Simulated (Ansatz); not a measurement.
**Ligand exchange: C3H10BN + Cd(CH3)(SH) → C3H9BS + Cd(CH3)(NH2)**

Gas-phase species: C3H10BN `CC(C)BN`, singlet; Cd(CH3)(SH), singlet; C3H9BS `CC(C)BS`, singlet; Cd(CH3)(NH2), singlet. The partners trade NH2 for SH: B–NH2 and Cd–SH bonds give way to B–SH and Cd–NH2.

Shapes, held fixed at every level: PBE0-D4/def2-TZVP. Flexible molecules stand in one conformer, not always the lowest. Programs: Ansatz 0.2.0. Electronic energies: no zero-point or thermal term.

```json
{"level": "HF/def2-SVP", "kind": "Hartree–Fock", "ΔE (kJ/mol)": "+182.2", "less CCSD(T)/def2-TZVPP": "+40.7"}
{"level": "HF/def2-TZVPP", "kind": "Hartree–Fock", "ΔE (kJ/mol)": "+172.0", "less CCSD(T)/def2-TZVPP": "+30.5"}
{"level": "PBE0-D4/def2-TZVPP", "kind": "global hybrid", "ΔE (kJ/mol)": "+149.0", "less CCSD(T)/def2-TZVPP": "+7.5"}
{"level": "r2SCAN0-D4/def2-TZVPP", "kind": "global hybrid", "ΔE (kJ/mol)": "+152.6", "less CCSD(T)/def2-TZVPP": "+11.1"}
{"level": "wB97M-V/def2-TZVPP", "kind": "range-separated hybrid", "ΔE (kJ/mol)": "+151.3", "less CCSD(T)/def2-TZVPP": "+9.8"}
{"level": "CCSD(T)/def2-SVP", "kind": "coupled cluster or CI", "ΔE (kJ/mol)": "+151.6", "less CCSD(T)/def2-TZVPP": "+10.1"}
{"level": "CCSD(T)/def2-TZVPP", "kind": "coupled cluster or CI", "ΔE (kJ/mol)": "+141.5", "less CCSD(T)/def2-TZVPP": "0.0"}
```

The highest level, CCSD(T)/def2-TZVPP, gives ΔE = +141.5 kJ/mol; the levels span +141.5 to +182.2. The column of differences is taken from that level and isn't an error. No measured value is set beside it here. For atoms past krypton def2 sets carry core potentials with scalar relativity. Outer-core shells of Cd are correlated, in sets that cover them unevenly. CCSD(T)/def2-TZVPP lies outside the range of the other correlated levels here, so it shouldn't be taken on trust.

The exchange is strongly uphill at every level, so the pairing of boron with nitrogen and cadmium with sulfur is clearly preferred. The main reason is probably the B–N bond: the amide lone pair donates into boron's empty p orbital, adding π character to a strong, polar σ bond. Sulfur's more diffuse 3p lone pair overlaps less well with that orbital, so the thiolate replaces this stabilisation only in part. Cadmium, a soft and polarisable d10 centre, has no comparable low-lying acceptor orbital for π donation from the amide and binds thiolate well, which pushes the balance the same way.

Hartree–Fock exaggerates the preference. Already in the smaller basis, coupled cluster lowers the energy from +182.2 to +151.6 kJ/mol, so correlation favours the B–SH and Cd–NH2 side overall. The three density functionals agree closely with one another and recover most of this lowering. The exchange energy alone can't separate boron's preference for nitrogen from cadmium's for sulfur.
